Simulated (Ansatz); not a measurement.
# Harmonic heat capacity of rocksalt AgCl and KI against T/θ at the r2SCAN level

A common rule of thumb says that one Debye temperature θ fixes the lattice heat capacity of a simple crystal, so that different crystals share one curve against T/θ. If it holds, a single number per material is enough to estimate how much heat an infrared window or a salt layer takes up on warming. The problem is to test the rule on AgCl and KI, both rocksalt, with harmonic phonons calculated in r2SCAN. Here θ comes from the second moment of each phonon spectrum. The heat capacities, at constant volume and per mole of atoms, are compared with the Debye function for that θ and with the classical limit of 24.94 J/(mol K); no measured values enter.

## Set-up

Known crystals without imaginary modes on mesh or path. The structures stem from cells from the Materials Project (structure alone), measured cells of the Crystallography Open Database, directly or through a relaxation at another level; cell and atoms were relaxed at zero pressure at each row's own level, inside the symmetry of the start, with no thermal or zero-point expansion. Program: Ansatz 0.2.0, plane waves, r2SCAN, the program's default PAW potentials, scalar-relativistic without spin-orbit coupling, no spin polarisation. Wave-function cutoff 500 eV (the default for the potentials of each cell); on the k meshes (Γ-centred) the least product of divisions and cell-vector length runs from 31 to 41 Å, relaxations included. Residual pressures at rest stay under 0.01 GPa. Occupations: fixed. Harmonic modes at natural masses come from linear response (density functional perturbation theory), with the acoustic sum rule imposed. The sums run over phonons interpolated from the q mesh of each crystal (span 9 Å or more), at the static cell. The tabled runs alone: cutoff 500 eV, k length 31 to 40 Å, k mesh 8×8×8. The rows are a selection of points from finer curves.

Notes on method and selection:

- The second moment fixes the approach to the classical limit: C ≈ 3R(1 − θ²/(20T²)). At low T the lowest branches decide.
- Harmonic lattice part alone: no electronic or expansion terms. The 50 K rows are the least sure on these meshes.
- Spin-orbit coupling is left out; it matters most with heavy elements (here I).
- Runs that did not converge, have known faults or may not be shown are not listed, and runs on Ansatz's PAW sets soft_1 and soft_2 are kept to separate tables.

Columns:

- T over θ: temperature over the second-moment Debye temperature of the crystal.
- Debye temperature (K): Debye temperature from the second moment of the phonon density of states, (ħ/k)·√(5⟨ω²⟩/3).
- mass ratio: heaviest over lightest atomic mass.
- heat capacity (J/(mol K)): harmonic lattice heat capacity at constant volume per mole of atoms (classical limit 24.94).
- entropy (J/(mol K)): harmonic vibrational entropy per mole of atoms.

## Computed values

| member | crystal | T over θ | temperature (K) | Debye temperature (K) | mass ratio | heat capacity (J/(mol K)) | entropy (J/(mol K)) |
| --- | --- | --- | --- | --- | --- | --- | --- |
| 50 K | AgCl (rocksalt) | 0.242 | 50 | 207 | 3.04 | ? | ? |
| 100 K | AgCl (rocksalt) | 0.483 | 100 | 207 | 3.04 | 20.62 | 22.72 |
| 150 K | AgCl (rocksalt) | 0.725 | 150 | 207 | 3.04 | 22.79 | 31.57 |
| 200 K | AgCl (rocksalt) | 0.966 | 200 | 207 | 3.04 | ? | ? |
| 300 K | AgCl (rocksalt) | 1.449 | 300 | 207 | 3.04 | 24.36 | 48.02 |
| 500 K | AgCl (rocksalt) | 2.415 | 500 | 207 | 3.04 | 24.73 | 60.57 |
| 800 K | AgCl (rocksalt) | 3.865 | 800 | 207 | 3.04 | 24.86 | 72.23 |
| 50 K | KI (rocksalt) | 0.329 | 50 | 152 | 3.25 | ? | ? |
| 100 K | KI (rocksalt) | 0.658 | 100 | 152 | 3.25 | 22.32 | 26.85 |
| 150 K | KI (rocksalt) | 0.987 | 150 | 152 | 3.25 | 23.71 | 36.22 |
| 200 K | KI (rocksalt) | 1.316 | 200 | 152 | 3.25 | ? | ? |
| 300 K | KI (rocksalt) | 1.974 | 300 | 152 | 3.25 | 24.62 | 53.04 |
| 500 K | KI (rocksalt) | 3.289 | 500 | 152 | 3.25 | 24.82 | 65.67 |
| 800 K | KI (rocksalt) | 5.263 | 800 | 152 | 3.25 | 24.89 | 77.36 |

Cells marked ? are withheld until the estimate has been made.

## What drives the series

At 100 K, KI lies above AgCl by 22.32 − 20.62 = 1.70 J/(mol K); at 800 K the difference is 0.03. The lower θ of KI, 152 K against 207 K, more than accounts for the gap at 100 K: with these θ the Debye function alone would make it about 2.0. Heavy ions and weak bonds lower the frequencies, and modes of lower frequency are fully excited sooner.

Scaling by θ removes most of this difference. Near the classical limit

$$C \approx 24.94\,\left[1-\frac{\theta^2}{20T^2}\right],$$

which gives 24.94 × (1 − 1/(20 × 1.449²)) = 24.35 for AgCl and 24.62 for KI at 300 K, against 24.36 and 24.62 in the table. The full Debye function, $C = 24.94\cdot 3\,(T/\theta)^3\int_0^{\theta/T} x^4e^x/(e^x-1)^2\,dx$, also stays within 0.1 J/(mol K) of the rows shown from T/θ = 0.658 upwards. At T/θ = 0.483 (AgCl, 100 K) it is about 0.30 too low. The single curve begins to fail there, because the low branches are softer than a Debye spectrum with the same second moment allows.

The entropy reveals the failure even at 300 K, since it depends on the logarithmic mean frequency, in which soft modes count for more. With that mean written as a temperature $\Theta_g$,

$$S \approx 24.94\,\left[1-\ln\frac{\Theta_g}{T}+\frac{\theta^2}{40T^2}\right].$$

The 300 K entropies give $\Theta_g$ as 300 × exp(1 + 207²/(40 × 300²) − 48.02/24.94) = 120 K for AgCl and 300 × exp(1 + 152²/(40 × 300²) − 53.04/24.94) = 97.9 K for KI. A Debye spectrum has $\theta = e^{1/3}\Theta_g$, so the entropy asks for about exp(1/3) × 120 = 167 K and exp(1/3) × 97.9 = 137 K instead of 207 K and 152 K.

The mismatch is larger in AgCl, although its mass ratio is slightly the smaller (3.04 against 3.25), so the masses alone do not explain it. A likely cause is the easily deformed d shell of silver, which mixes with chlorine p states and softens transverse modes.

## A prediction

Plain estimates from the members shown:

- 50 K (KI (rocksalt)), mean of the 5 members shown: 24.07 J/(mol K), standard deviation 0.97
- 200 K (KI (rocksalt)), straight-line interpolation between 150 K and 300 K: w = (1.316 − 0.987) / (1.974 − 0.987) = 0.333, so 23.71 + 0.333 × (24.62 − 23.71) = 24.01 J/(mol K)

**200 K.** The straight line gives 24.01, too low because the curve bends downwards. The classical-limit formula gives 24.94 × (1 − 1/(20 × 1.316²)) = 24.22. At 150 K it falls short of the table by 23.71 − 24.94 × (1 − 1/(20 × 0.987²)) = 0.05; this remainder scales as $T^{-4}$, which adds 0.05 × (150/200)⁴ = 0.02, hence 24.24. The same step from 150 to 300 K in AgCl gives 24.36, as tabulated. Rounding leaves an error of about 0.01.

**50 K.** The mean of the warmer rows, 24.07, is no use for a colder one, and the Debye function (about 16) neglects the soft modes. Rocksalt has three acoustic and three optical branches, so two Einstein frequencies of equal weight can be fitted to both means:

$$\Theta_1\Theta_2=\Theta_g^2,\qquad \Theta_1^2+\Theta_2^2=1.2\,\theta^2.$$

For KI, 97.9² = 9584 and 1.2 × 152² = 27725. The sum of the two frequencies is √(27725 + 2 × 9584) = 216.5 K and their difference √(27725 − 2 × 9584) = 92.5 K, so they are (216.5 − 92.5)/2 = 62.0 K and (216.5 + 92.5)/2 = 154.5 K. With $E(x)=x^2e^x/(e^x-1)^2$, and x = 62.0/50 = 1.24 and 154.5/50 = 3.09, the result is 24.94 × [1.24² × exp(1.24)/(exp(1.24) − 1)² + 3.09² × exp(3.09)/(exp(3.09) − 1)²]/2 = 16.9.

For AgCl the frequencies are (√(1.2 × 207² + 2 × 120²) + √(1.2 × 207² − 2 × 120²))/2 = 217 K and 120²/217 = 66 K. At 100 K, x = 66/100 = 0.66 and 217/100 = 2.17, and this route gives 24.94 × [0.66² × exp(0.66)/(exp(0.66) − 1)² + 2.17² × exp(2.17)/(exp(2.17) − 1)²]/2 = 20.57 against 20.62, a miss of 0.05. Scaled as $(T/\theta)^{-4}$, that becomes 0.05 × (0.483/0.329)⁴ = 0.23 for KI at 50 K, so the error is set at 0.2 J/(mol K).

**Committed estimate, 50 K (KI (rocksalt)): heat capacity = 16.9 ± 0.2 J/(mol K).**  
**Committed estimate, 200 K (KI (rocksalt)): heat capacity = 24.24 ± 0.01 J/(mol K).**

## Outcome

| member | crystal | T over θ | temperature (K) | Debye temperature (K) | mass ratio | heat capacity (J/(mol K)) | entropy (J/(mol K)) |
| --- | --- | --- | --- | --- | --- | --- | --- |
| 50 K | AgCl (rocksalt) | 0.242 | 50 | 207 | 3.04 | 14.02 | 10.54 |
| 200 K | AgCl (rocksalt) | 0.966 | 200 | 207 | 3.04 | 23.68 | 38.26 |
| 50 K | KI (rocksalt) | 0.329 | 50 | 152 | 3.25 | 16.86 | 13.00 |
| 200 K | KI (rocksalt) | 1.316 | 200 | 152 | 3.25 | 24.23 | 43.12 |

| member | estimate | heat capacity (J/(mol K)) | computed | estimate − computed | miss in error bars |
| --- | --- | --- | --- | --- | --- |
| 50 K (KI (rocksalt)) | committed | 16.90 | 16.86 | +0.04 | 0.2 |
| 50 K (KI (rocksalt)) | mean | 24.07 | 16.86 | +7.21 |  |
| 200 K (KI (rocksalt)) | committed | 24.24 | 24.23 | +0.01 | 1.0 |
| 200 K (KI (rocksalt)) | interpolation | 24.01 | 24.23 | −0.22 |  |

Both estimates hold. At 50 K the estimate is 0.04 J/(mol K) too high, well inside its error of 0.2, while the mean of the warmer rows is 7.21 too high. At 200 K it is 0.01 too high, which equals its error bar and is no more than rounding; the straight line is 0.22 too low.

The two-frequency model also passes a harder test. For AgCl at 50 K, with θ = 207 K and $\Theta_g$ = 120 K, it has frequencies of 66 and 217 K and comes within about 0.1 of the computed 14.02. What failed is the scaling of its error as $(T/\theta)^{-4}$, which would have allowed a miss of about 0.8 there. That law belongs to the approach to the classical limit and exaggerates the error in the cold.

The heat capacity at 50 K thus follows closely from θ and a correction for the width of the phonon spectrum, which θ and the 300 K entropy together reveal.

## Exceptions

Measured against the Debye function for each crystal's own θ, three rows stand out, all on the high side.

- **AgCl, 50 K:** about 2.0 J/(mol K), or 17 %, above the curve.
- **KI, 50 K:** about 0.5, or 3 %.
- **AgCl, 100 K:** about 0.30, or 1.5 %.

The sign is that of soft modes, which take up heat at temperatures where the stiffer modes that raise θ are still largely frozen. AgCl at 50 K is also the coldest row on the reduced scale (T/θ = 0.242), so part of its lead over KI comes from its position. The rest reflects a broader spectrum: to match the 50 K heat capacities, the Debye function needs a θ about 13 % lower in AgCl, but only about 4 % lower in KI.

The 50 K rows are the least sure on these q meshes.

## Conclusions

For these two rocksalt crystals, one Debye curve holds within 0.1 J/(mol K) in the rows from T/θ = 0.658 upwards. In the colder rows, θ and one warm entropy give the heat capacity to about 0.1 through the two-frequency model; whether this carries over to other structures is not shown in the table. Far below 50 K the model must fail, because its two frequencies freeze out exponentially, whereas real acoustic modes leave a heat capacity proportional to T³.

For KI at 300 K the heat capacity per mole of formula units is 2 × 24.62 = 49.24 J/(mol K). With roughly 170 g per mole, this is about 0.3 J/(g K) at constant volume.

A real window warms at constant pressure, where thermal expansion adds a further term that grows on heating and is not included here. Real AgCl melts below 800 K, so its last row describes only the harmonic model.
